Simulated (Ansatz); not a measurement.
## Ligand exchange: SbH2Cl + SiH4 → SiH3(SbH2) + HCl

Gas-phase species: SbH2Cl `[Cl][SbH2]`, singlet; SiH4 `[SiH4]`, singlet; SiH3(SbH2), singlet; HCl (hydrogen chloride), singlet. The partners trade Cl for SiH3: Sb–Cl and H–SiH3 bonds give way to Sb–SiH3 and H–Cl.

Shapes, held fixed at every level: PBE0-D4/def2-TZVP. Programs: Ansatz 0.2.0. The zero-point and thermal change to 298 K, harmonic and unscaled (PBE0-D4/def2-TZVP), is 0.0 kJ/mol.

Task: Estimate ΔH(298 K) of this reaction.

Result: The highest level, CCSD(T)/def2-TZVPP, gives ΔH(298 K) = +20.1 kJ/mol; the levels span +15.6 to +36.3. The column of differences is taken from that level and isn't an error. No measured value is set beside it here. For atoms past krypton def2 sets carry core potentials with scalar relativity. Outer-core shells of Sb are correlated, in sets that cover them unevenly.

| level | kind | ΔH(298 K) (kJ/mol) | less CCSD(T)/def2-TZVPP |
| --- | --- | --- | --- |
| HF/def2-SVP | Hartree–Fock | +36.3 | +16.2 |
| r2SCAN-D4/def2-TZVPP | meta-GGA | +25.7 | +5.6 |
| BHLYP-D4/def2-TZVPP | global hybrid | +33.2 | +13.1 |
| r2SCAN0-D4/def2-TZVPP | global hybrid | +22.8 | +2.7 |
| wB97M-V/def2-TZVPP | range-separated hybrid | +28.8 | +8.7 |
| MP2/def2-SVP | perturbation theory | +15.6 | -4.5 |
| CCSD/def2-TZVPP | coupled cluster or CI | +22.1 | +2.0 |
| CCSD(T)/def2-TZVPP | coupled cluster or CI | +20.1 | 0.0 |

The exchange is endothermic at every level, so the sign is secure even though the size is less so. Forming the strong H–Cl bond doesn't repay the loss of a polar Sb–Cl bond and a sound Si–H bond, because the new Sb–Si link is weak: it joins two elements of similar electronegativity through long, diffuse valence p orbitals, with little ionic contribution. Chlorine thus stays on antimony and hydrogen on silicon.

In the common small basis, MP2 brings the Hartree–Fock value down from +36.3 to +15.6 kJ/mol, so correlation favours the products, probably in part through attraction between the polarisable SbH2 and SiH3 groups. Perturbative triples shift the CCSD result only slightly, which suggests no serious multireference character. The share of exact exchange alone doesn't order the functionals, as r2SCAN0-D4 lies below r2SCAN-D4 while BHLYP-D4 lies well above both. With two gas molecules on each side, entropy probably offers little compensation, but the enthalpy says nothing about the barrier to exchange.
